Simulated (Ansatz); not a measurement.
## CH4Si (SMILES [CH][SiH3]): methods side by side

CH4Si: 6 atoms, total charge 0, spin state triplet. SMILES: `[CH][SiH3]`. Geometry: relaxed at GFN2-xTB.

```tsv
atom	x (Å)	y (Å)	z (Å)
C	0.6673	-0.8522	0.7346
Si	-0.2589	0.4043	-0.1786
H	1.1379	-1.8135	0.7310
H	-1.5441	-0.1432	-0.6446
H	0.5114	0.8610	-1.3475
H	-0.5136	1.5436	0.7052
```

Each level gives the energy change with the C1–H3 bond stretched from 1.070 to 2.676 Å (eV). The values are calculated.

```tsv
level	kind	program	value (eV)	less FCI/STO-3G	CPU time (all runs)
UHF/STO-3G	Hartree–Fock	Ansatz	4.39	-0.47	0.32 s
UBLYP/STO-3G	GGA	Ansatz	5.67	+0.81	7.1 s
U-r2SCAN0/STO-3G	hybrid meta-GGA	Ansatz	5.54	+0.68	15 s
UHSE06/STO-3G	range-separated hybrid	Ansatz	5.70	+0.84	9.6 s
UB2PLYP/STO-3G	double hybrid	Ansatz	5.51	+0.65	9.2 s
RPA@PBE/STO-3G	RPA	Ansatz	5.20	+0.34	11 s
UMP2/STO-3G	perturbation theory	Ansatz	4.73	-0.13	0.45 s
UCCSDT(Q)/STO-3G	coupled cluster or CI	Ansatz	4.86	0.00	2.7 s
UCCSDT/STO-3G	coupled cluster or CI	Ansatz	4.86	0.00	2.2 s
FCI/STO-3G	exact in the basis	Ansatz	4.86	0.00	9.6 s
```

FCI/STO-3G is exact within its basis and frozen core, so for wave-function methods in that basis the difference is their error; functionals converge differently with the basis, so for them it is only a difference. The first shape isn't each level's own minimum. The values span 4.39 to 5.70 eV. Spin contamination of the reference (⟨S²⟩ at least 0.1 too high) touches UHF/STO-3G, UBLYP/STO-3G, U-r2SCAN0/STO-3G, UHSE06/STO-3G, UB2PLYP/STO-3G, RPA@PBE/STO-3G, UMP2/STO-3G, UCCSDT(Q)/STO-3G, UCCSDT/STO-3G. All rows use very small basis sets, so even the best lies far from the true value. CPU times are rough (shared hosts, several kinds of processor): they show what a rung costs within a factor of a few.

Stretching the C–H bond of triplet silylcarbene largely uncouples its electron pair, and the correlation energy of that pair is lost with it. Hartree–Fock lacks this stabilisation near equilibrium, while its unrestricted form can localise the separating electrons on hydrogen and carbon, so it puts the cost too low, at 4.39 eV against 4.86 eV for FCI. UMP2 recovers most of the gap. Both coupled-cluster levels match FCI to the printed precision, which suggests that excitations through triples suffice to repair the unrestricted reference here, with no visible gain from quadruples.

The density functionals and RPA all lie above FCI. For the functionals this is probably in part because the correlation energy they take from the density is less restricted by the minimal orbital space; that reason doesn't carry over to RPA, whose correlation energy is built from the virtual orbitals. Exact exchange alone doesn't order the functionals: UHSE06 lies slightly above UBLYP, whereas U-r2SCAN0 lies below it. The spread therefore gives no accuracy ranking of the functionals. Nor is the energy change a bond dissociation energy, since a single stretched geometry doesn't establish the separated-fragment limit.
